\section*{Gutzwiller wave function on the Bethe lattice: exact evaluation at infinite coordination}

\subsection*{1. Premises}

(i) Hubbard model on the homogeneous tree of coordination $Z$, with $K=Z-1$:
\begin{equation}
\hat H=\sum_{ij\sigma}h_{ij}\,c^\dagger_{i\sigma}c_{j\sigma}+U\sum_i \hat n_{i\uparrow}\hat n_{i\downarrow},
\end{equation}
with $h_{ij}=-t$ on bonds, zero otherwise, $t=t_*/\sqrt Z$, $t_*$ fixed, $U\ge0$. Energies are in joule. $|i-j|$ is the number of bonds on the unique path from $i$ to $j$.

(ii) Reference state $|\Phi_0\rangle$: Fermi sea of $h$ for each spin. Wick's theorem holds, with the real symmetric projector $P^\sigma_{ij}=\langle c^\dagger_{i\sigma}c_{j\sigma}\rangle_0=[\Theta(\mu_\sigma-h)]_{ij}$ and $P^\sigma_{ii}=n_\sigma$. Take $0<n_\sigma<1$, $n=n_\uparrow+n_\downarrow\le1$, $\bar\sigma=-\sigma$.

(iii) Trial state $|\Psi\rangle=\prod_l \hat P_l|\Phi_0\rangle$, with $\langle\cdot\rangle$ its normalised average. On the infinite tree the product runs first over a finite set of sites, which is then enlarged order by order in the parameter $x$ defined below.

(iv) The limit $Z\to\infty$ is interchanged with the series in $x$ and with the sum over shapes in Section 5. This is assumed, not proved.

The result is due to Metzner and Vollhardt (1989), the form without Hartree loops to Gebhard (1990).

\subsection*{2. Local fugacities}

Gutzwiller's correlator is $g^{\hat n_{l\uparrow}\hat n_{l\downarrow}}$, $0\le g\le1$. Extend it:
\begin{equation}
\hat P_l=g^{\,\hat n_{l\uparrow}\hat n_{l\downarrow}-\nu_\uparrow\hat n_{l\uparrow}-\nu_\downarrow\hat n_{l\downarrow}+\eta}=\sum_{\Gamma}\lambda_\Gamma|\Gamma\rangle_l\langle\Gamma|,\qquad \Gamma\in\{0,\uparrow,\downarrow,d\}.
\end{equation}
On a finite regular graph with fixed $N_\sigma$, uniform $\nu_\sigma,\eta$ multiply $|\Psi\rangle$ by a constant, so they are free. They cancel in $\lambda_d\lambda_0/(\lambda_\uparrow\lambda_\downarrow)=g$. Define, with averages in $|\Phi_0\rangle$,
\begin{equation}
\delta\hat n_{l\sigma}=\hat n_{l\sigma}-n_\sigma,\qquad \hat w_l=\delta\hat n_{l\uparrow}\,\delta\hat n_{l\downarrow}.
\end{equation}
Every diagonal local operator is a combination of $1,\delta\hat n_\uparrow,\delta\hat n_\downarrow,\hat w$. Use the three free parameters to set the first three coefficients of $\hat P_l^2$ to $1,0,0$:
\begin{equation}\label{x}
\hat P_l^2=1+x\,\hat w_l .
\end{equation}
Evaluate on the four states:
\begin{equation}\label{lam}
\lambda_0^2=1+xn_\uparrow n_\downarrow,\quad \lambda_\sigma^2=1-x(1-n_\sigma)n_{\bar\sigma},\quad \lambda_d^2=1+x(1-n_\uparrow)(1-n_\downarrow).
\end{equation}
As $x$ rises from $-1/[(1-n_\uparrow)(1-n_\downarrow)]$ to $0$, $\lambda_d^2\lambda_0^2$ rises and $\lambda_\uparrow^2\lambda_\downarrow^2$ falls, so $g$ runs monotonically from $0$ to $1$. For $n\le1$ all $\lambda_\Gamma^2\ge0$ on this interval. Each $g$ has exactly one such $x$ (at $g=0$ as a limit).

\subsection*{3. Diagram expansion}

\emph{Lines.} For distinct sites $l_1,\dots,l_k$ Wick's theorem gives $\langle\prod_{a\in S}\hat n_{l_a\sigma}\rangle_0=\det P^\sigma_S$, the principal minor. Expanding the product,
\begin{equation}\label{det}
\Big\langle\prod_a\delta\hat n_{l_a\sigma}\Big\rangle_0=\sum_S(-n_\sigma)^{k-|S|}\det P^\sigma_S=\det[\tilde P^\sigma_{l_al_b}],\qquad \tilde P^\sigma=P^\sigma-n_\sigma 1 .
\end{equation}
Likewise, for $i\ne j$ outside the set, $\langle c^\dagger_{i\sigma}c_{j\sigma}\prod_a\delta\hat n_{l_a\sigma}\rangle_0$ is the determinant of $\tilde P^\sigma$ with rows $(i,l_1,\dots)$ and columns $(j,l_1,\dots)$. Since $\tilde P^\sigma_{ll}=0$, Hartree loops are absent.

\emph{External vertices.} For diagonal $\hat O_i$ expand $\hat P_i\hat O_i\hat P_i=a_0+\sum_\sigma a_\sigma\delta\hat n_{i\sigma}+a_w\hat w_i$. Spins are independent in $|\Phi_0\rangle$, so $a_0=\langle\hat P_i\hat O_i\hat P_i\rangle_0$. Insert $1=\hat P_i^2-x\hat w_i$ in the constant term:
\begin{equation}\label{loc}
\langle\hat O_i\rangle=a_0+\frac{\big\langle[\sum_\sigma a_\sigma\delta\hat n_{i\sigma}+(a_w-xa_0)\hat w_i]\prod_{l\ne i}(1+x\hat w_l)\big\rangle_0}{\big\langle\prod_l(1+x\hat w_l)\big\rangle_0}.
\end{equation}
For hopping, $c^\dagger_\sigma$ takes $0\to\sigma$ and $\bar\sigma\to d$, hence
\begin{equation}\label{hop}
\hat P_ic^\dagger_{i\sigma}\hat P_i=c^\dagger_{i\sigma}\big[\sqrt{q_\sigma}+\alpha_\sigma\,\delta\hat n_{i\bar\sigma}\big],
\end{equation}
\begin{equation}\label{sq}
\sqrt{q_\sigma}=\lambda_\sigma\lambda_0(1-n_{\bar\sigma})+\lambda_d\lambda_{\bar\sigma}n_{\bar\sigma},\qquad \alpha_\sigma=\lambda_d\lambda_{\bar\sigma}-\lambda_\sigma\lambda_0 .
\end{equation}

\emph{Free sums.} Write $\prod_l(1+x\hat w_l)=\sum_k (x^k/k!)\sum'_{l_1\dots l_k}\hat w_{l_1}\cdots\hat w_{l_k}$, the prime demanding distinct sites. Each term averages to $\det_\uparrow\det_\downarrow$. If two labels $l_a$ coincide, two rows are equal and the determinant vanishes. If $l_a=i$ or $j$, a determinant carrying the row of $i$ or the column of $j$ has a repeated row or column. Every external operator left in (\ref{loc}) and (\ref{hop}) supplies such a row or column. All restrictions may therefore be dropped.

\emph{Linked clusters.} Expand the determinants in permutations. Each term is a diagram: internal vertices (factor $x$, two $\uparrow$ and two $\downarrow$ line ends), lines $\tilde P^\sigma$, sign of the permutation. With free sums a term factorises into the part connected to the external vertices ($m$ internal vertices) and the rest. The labels are distributed in $\binom km$ ways, and $\binom km/k!=1/[m!\,(k-m)!]$, so the rest sums to the denominator and cancels. At any $Z$ the averages are thus series in $x$ of connected diagrams, weighted by the external coefficients. Distinct vertices may share a site, but a line $\tilde P$ between vertices on the same site is zero.

\emph{Closing the hopping diagrams.} Take bounded $f$, set $F=f(h)-f(h)_{ii}1$, and compute $\sum_jF_{ji}\langle c^\dagger_{i\sigma}c_{j\sigma}\rangle$. Then $F$ is one more line, and $i,j$ have two ends (factor $\sqrt{q_\sigma}$) or four (factor $\alpha_\sigma$).

\emph{Standard form.} Consider any diagram with at least one four-ended vertex. All sites are equivalent, so fix that vertex and sum over the others. Summing a two-ended vertex multiplies matrices and yields one composite line, $\tilde P^2$, $F\tilde P$ or $\tilde PF\tilde P$. Call this line, or $F$ itself, the marked line. There is at most one. All vertices now have four ends. All other lines are ordinary lines $\tilde P$.

\subsection*{4. Scaling of lines}

Every line is a bounded function $\phi(h)$. Tree automorphisms fixing $i$ act transitively on the $ZK^{r-1}\ge K^r$ sites at distance $r$, so $\phi(h)_{ij}=\phi_r$ depends on $r=|i-j|$ only. From $\sum_j\phi(h)_{ij}^2=[\phi(h)^2]_{ii}\le C^2$, with $C=\sup|\phi|$,
\begin{equation}\label{bound}
|\phi(h)_{ij}|\le C\,K^{-|i-j|/2}.
\end{equation}
For ordinary lines $P^2=P$ gives $\sum_{j}(\tilde P^\sigma_{ij})^2=n_\sigma(1-n_\sigma)$.

\subsection*{5. Power counting}

For a vertex set $S$ of the diagram let $c(S)$ be the number of lines leaving it. Counting ends, $4|S|=2(\text{inner lines})+c(S)$, so $c(S)$ is even. Connectedness gives $c(S)\ge2$ for every nonempty proper subset.

Place the vertices on sites. Let $T$ be the smallest subtree containing these sites, with $b$ bonds. Its shape, with the vertex positions, has at most $Z^b$ embeddings. Removing a bond $e$ of $T$ splits the vertices into two nonempty sets. A line runs over $e$ exactly when it joins the two sets; call the number of such lines $c_e$. The line lengths add up to $\sum_ec_e$, so (\ref{bound}) gives
\begin{equation}\label{pc}
|\text{shape}|\le \text{const}\times\prod_{e\in T}Z\,K^{-c_e/2}.
\end{equation}
A bond with $c_e=2$ costs $O(1)$, a bond with $c_e\ge4$ costs $O(1/Z)$ or less. The bound does not control sums over the lengths of stretches with $c_e=2$; premise (iv) covers them.

\emph{Lemma.} A diagram in standard form contains an ordinary loop, or an ordinary line between vertices $u\neq v$ such that every $S$ separating them has $c(S)\ge4$.

\emph{Proof.} (a) No set has $c=2$. A single vertex has two loops, at least one ordinary. With several vertices all cuts have $c\ge4$, at most one of these lines is marked, and any other serves. (b) Some set has $c=2$; so has its complement. Choose the side that does not hold the marked line in its interior, and in it a minimal set $A$ with $c(A)=2$. If $A$ is one vertex, its two remaining ends form an ordinary loop. Otherwise split $A=A_1\cup A_2$ into nonempty parts. Minimality and evenness give $c(A_1),c(A_2)\ge4$. With $m$ lines between the parts, $c(A_1)+c(A_2)=2m+2$, so $m\ge3$. Hence $A$ contains an ordinary line $uv$, and any $S$ separating $u$ from $v$ splits $A$, so $c(S)\ge3$, and by evenness $c(S)\geq4$. $\square$

An ordinary loop is $\tilde P_{ll}=0$. Otherwise the line $uv$ forces $u,v$ onto different sites, each bond between them has $c_e\ge4$, and (\ref{pc}) gives $O(1/Z)$. Every diagram with a four-ended vertex, in particular every diagram with an internal vertex, vanishes as $Z\to\infty$. Without the fugacities the ordinary loops would be $n_\sigma$ and would have to be resummed.

\subsection*{6. Result at $Z=\infty$}

\emph{Local averages.} In (\ref{loc}) only $a_0$ survives, since the bare $\delta\hat n_i$ term is a loop. For $\hat O=\hat n_\sigma$, $a_0=\langle\hat n_\sigma(1+x\hat w)\rangle_0=n_\sigma$. The state probabilities are $p_\Gamma=\lambda_\Gamma^2p^0_\Gamma$, with $p^0_d=n_\uparrow n_\downarrow$, $p^0_\sigma=n_\sigma(1-n_{\bar\sigma})$, $p^0_0=(1-n_\uparrow)(1-n_\downarrow)$. By (\ref{lam}),
\begin{equation}\label{d}
d\equiv p_d=n_\uparrow n_\downarrow[1+x(1-n_\uparrow)(1-n_\downarrow)],\quad p_\sigma=n_\sigma-d,\quad p_0=1-n+d .
\end{equation}
Because $p^0_dp^0_0=p^0_\uparrow p^0_\downarrow$,
\begin{equation}
g^2=\frac{d\,(1-n+d)}{(n_\uparrow-d)(n_\downarrow-d)} .
\end{equation}

\emph{Hopping.} One diagram remains, $i$ and $j$ both two-ended: $q_\sigma\sum_jF_{ji}\tilde P^\sigma_{ij}$. It has $c_e=2$ throughout and is $O(1)$. Insert $\lambda_\Gamma=\sqrt{p_\Gamma/p^0_\Gamma}$ in (\ref{sq}):
\begin{equation}\label{q}
q_\sigma=\frac{\big[\sqrt{(n_\sigma-d)(1-n+d)}+\sqrt{d\,(n_{\bar\sigma}-d)}\,\big]^2}{n_\sigma(1-n_\sigma)} .
\end{equation}
These are the relations of the Gutzwiller approximation.

\emph{Occupation.} The tree has no wave vector; the band energy $\epsilon$ replaces it. The matrix $\langle c^\dagger_{i\sigma}c_{j\sigma}\rangle$ depends on $|i-j|$ only. The operators $A_r$ summing over distance $r$ obey $A_1A_r=A_{r+1}+KA_{r-1}$ for $r\ge2$ and $A_1^2=A_2+Z$, so they are polynomials in $h$, and the matrix is a function $n_\sigma(h)$. With $\rho$ the local density of states of $h$, add the diagonal part $f(h)_{ii}n_\sigma$ and use $\sum_jF_{ji}\tilde P_{ij}=[f(h)P]_{ii}-f(h)_{ii}n_\sigma$:
\begin{equation}
\int\!\rho f\,n_\sigma(\epsilon)\,d\epsilon=q_\sigma\!\int\!\rho f\,\Theta(\mu_\sigma-\epsilon)\,d\epsilon+(1-q_\sigma)\,n_\sigma\!\int\!\rho f\,d\epsilon .
\end{equation}
This holds for all bounded $f$, so
\begin{equation}\label{nk}
n_\sigma(\epsilon)=q_\sigma\,\Theta(\mu_\sigma-\epsilon)+(1-q_\sigma)\,n_\sigma .
\end{equation}
The Fermi step is $q_\sigma$, and $\int\rho\, n_\sigma(\epsilon)d\epsilon=n_\sigma$. The choice $f=\epsilon$, with $h_{ii}=0$, gives the energy per site $E=\sum_\sigma q_\sigma e_{0\sigma}+Ud$, $e_{0\sigma}=\int^{\mu_\sigma}\epsilon\rho\,d\epsilon$.

\subsection*{7. Leading correction at half filling}

Set $n_\sigma=1/2$. Then $\lambda_0^2=\lambda_d^2=1+x/4$, $\lambda^2_\sigma=1-x/4$, $g=(1+x/4)/(1-x/4)$. For $\hat O=\hat n_\uparrow\hat n_\downarrow$: $a_0=\lambda_d^2/4$, $a_w=\lambda_d^2$, $a_w-xa_0=1-x^2/16$. The $a_\sigma$ terms vanish, because the particle-hole map on the bipartite tree flips $\delta\hat n_\sigma$ and keeps $\hat w$. The $\hat w_i$ diagrams have no marked line. In case (b) both sides of the cut hold a minimal set, which costs two bonds with $c_e\ge4$ or one with $c_e\ge6$, both $O(Z^{-2})$. In case (a) order $1/Z$ needs a single bond with $c_e=4$. All lines cross it, so there are four lines and two vertices. From (\ref{det}), $\langle\delta\hat n_i\delta\hat n_l\rangle_0=-P_{il}^2$ per spin. With $P_1$ the nearest-neighbour element, at fixed $g$,
\begin{equation}\label{corr}
d=\tfrac14\big(1+\tfrac x4\big)+x\big(1-\tfrac{x^2}{16}\big)ZP_1^4+O(Z^{-2}).
\end{equation}
Test of the vertex factor on two sites with two electrons, where $P_{12}=1/2$: (\ref{loc}) gives $\frac14(1+\frac x4)+(1-\frac{x^2}{16})\frac{x}{16}/(1+\frac{x^2}{16})=g^2/[2(1+g^2)]$, the value found directly from the amplitudes $(g,1,1,g)$.

\subsection*{8. Range of validity}

(1) Exact means that averages in $|\Psi\rangle$ are evaluated without approximation at $Z=\infty$, under premise (iv). It does not mean that $|\Psi\rangle$ is the ground state; $E$ is an upper bound.

(2) The proof uses Wick's theorem, local correlators, vanishing on-site lines and (\ref{bound}). Equations (\ref{q}) and (\ref{nk}) are for a uniform, spin-diagonal Fermi sea; $n>1$ follows by the particle-hole map.

(3) At finite $Z$ the corrections form a series in $x$. It is not ordered in $1/Z$, and its convergence is not shown here. At half filling $x$ reaches $-4$.

(4) At $Z=\infty$ and half filling $d=g/[2(1+g)]$ is linear in $g$ for small $g$, while the two-site value is quadratic. A kinetic gain linear in $g$ then beats a cost $Ud\propto g^2$ at any finite $U$. The limits $g\to0$ and $Z\to\infty$ need not commute, so the transition below is established only at $Z=\infty$.

\subsection*{9. Illustration: half filling, $Z=\infty$}

Removing a site decouples its branches, so the local resolvent obeys $G(z)=1/[z-t_*^2G(z)]$. This gives $\rho(\epsilon)=2\sqrt{D^2-\epsilon^2}/(\pi D^2)$ with $D=2t_*$. Both spins together give $e_0=2\int_{-D}^0\epsilon\rho\,d\epsilon=-4D/(3\pi)$. From (\ref{q}), $q=8d(1-2d)$. Setting $\partial_d(qe_0+Ud)=0$ gives $U=8|e_0|(1-4d)$. With $U_c=8|e_0|=32D/(3\pi)=3.395\,D$ and $u=U/U_c\le1$,
\begin{equation}
d=\frac{1-u}4,\quad q=1-u^2,\quad x=-4u,\quad g=\frac{1-u}{1+u},\quad E=-|e_0|(1-u)^2 .
\end{equation}
At $u=1$ the step $q$ closes: the Brinkman--Rice transition.

Model inputs: $D=1.60\times10^{-19}$ J, $U=2D=3.20\times10^{-19}$ J. Then $e_0=-6.79\times10^{-20}$ J, $U_c=5.43\times10^{-19}$ J, $u=3\pi/16=0.5890$, and
\begin{equation}
x=-2.356,\quad g=0.2586,\quad d=0.1027,\quad q=0.6530,\quad E=-1.15\times10^{-20}\ \text{J}.
\end{equation}
By (\ref{nk}), $n_\sigma(\epsilon)=(1\pm q)/2$, that is $0.8265$ below and $0.1735$ above the Fermi level.

Size of the discarded diagrams: $-tZP_1=e_0/2$ gives $P_1=4/(3\pi\sqrt Z)=0.4244/\sqrt Z$ and $ZP_1^4=0.03245/Z$. Equation (\ref{corr}) shifts $d$ by $-4u(1-u^2)ZP_1^4=-0.050/Z$ at fixed $g$, a relative change $-16u(1+u)ZP_1^4=-0.49/Z$. As $u\to1$ the relative change tends to $-1.04/Z$.

Size of what the trial state misses: for $U\ge U_c$ it has $E=0$. Second-order virtual hopping from a N\'eel configuration gives $-2t^2/U$ per bond, and $Z/2$ bonds per site give $-t_*^2/U=-D^2/(4U)$. At $U=U_c$ this is about $-1.2\times10^{-20}$ J, which survives at $Z=\infty$. Near and above $U_c$ the paramagnetic Gutzwiller state, though evaluated exactly, is therefore not the ground state of the model.